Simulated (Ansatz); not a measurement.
Ligand exchange: GeH(CH3)2Br + C3H10Si → GeH(CH3)2(SiH3) + C3H7Br

Species: GeH(CH3)2Br, singlet; C3H10Si `CC(C)[SiH3]`, singlet; GeH(CH3)2(SiH3), singlet; C3H7Br (2-bromopropane) `CC(C)Br`, singlet. The partners trade Br for SiH3: Ge–Br and C–SiH3 bonds give way to Ge–SiH3 and C–Br.

Shapes, held fixed at every level: PBE0-D4/def2-TZVP. Programs: Ansatz 0.2.0. Electronic energies: no zero-point or thermal term.

| level | kind | ΔE (kJ/mol) | less CCSD(T)/def2-TZVPP |
| --- | --- | --- | --- |
| B3LYP-D4/def2-TZVPP | global hybrid | +106.3 | +0.9 |
| PBE0-D4/def2-TZVPP | global hybrid | +104.2 | -1.2 |
| wB97M-V/def2-TZVPP | range-separated hybrid | +113.1 | +7.7 |
| wB97X-V/def2-TZVPP | range-separated hybrid | +109.9 | +4.5 |
| B2PLYP/def2-TZVPP | double hybrid | +108.1 | +2.7 |
| MP2/def2-TZVPP | perturbation theory | +111.7 | +6.3 |
| CCSD/def2-TZVPP | coupled cluster or CI | +108.2 | +2.8 |
| CCSD(T)/def2-TZVPP | coupled cluster or CI | +105.4 | 0.0 |

The highest level, CCSD(T)/def2-TZVPP, gives ΔE = +105.4 kJ/mol; the levels span +104.2 to +113.1. The column of differences is taken from that level and isn't an error. No measured value is set beside it here. Relativity is left out for Br, Ge unless named. Correlated rows may include outer-core shells of Br, Ge, which these sets cover unevenly.

The exchange is strongly uphill in electronic energy at every level, with ΔE = +105.4 kJ/mol from CCSD(T), and the spread among methods is small beside the reaction energy itself. The main cause is probably the loss of bond polarity. Bromine moves from electropositive germanium to the more electronegative carbon, giving up a strongly polar Ge–Br bond, while silyl leaves carbon for germanium, replacing a polar, compact C–Si bond with a nearly nonpolar Ge–Si bond built from more diffuse orbitals. The starting pairing thus matches the more electronegative partner with the more electropositive one in both bonds.

Because all species are closed-shell and the number of single bonds is conserved, much of the correlation energy should cancel, which fits the modest shift from +108.2 to +105.4 kJ/mol when triples are added to CCSD. The preference for the reactants is therefore well supported, whereas the ordering of the density functionals carries little chemical meaning. The total also can't be divided into separate contributions from the halide and silyl transfers.
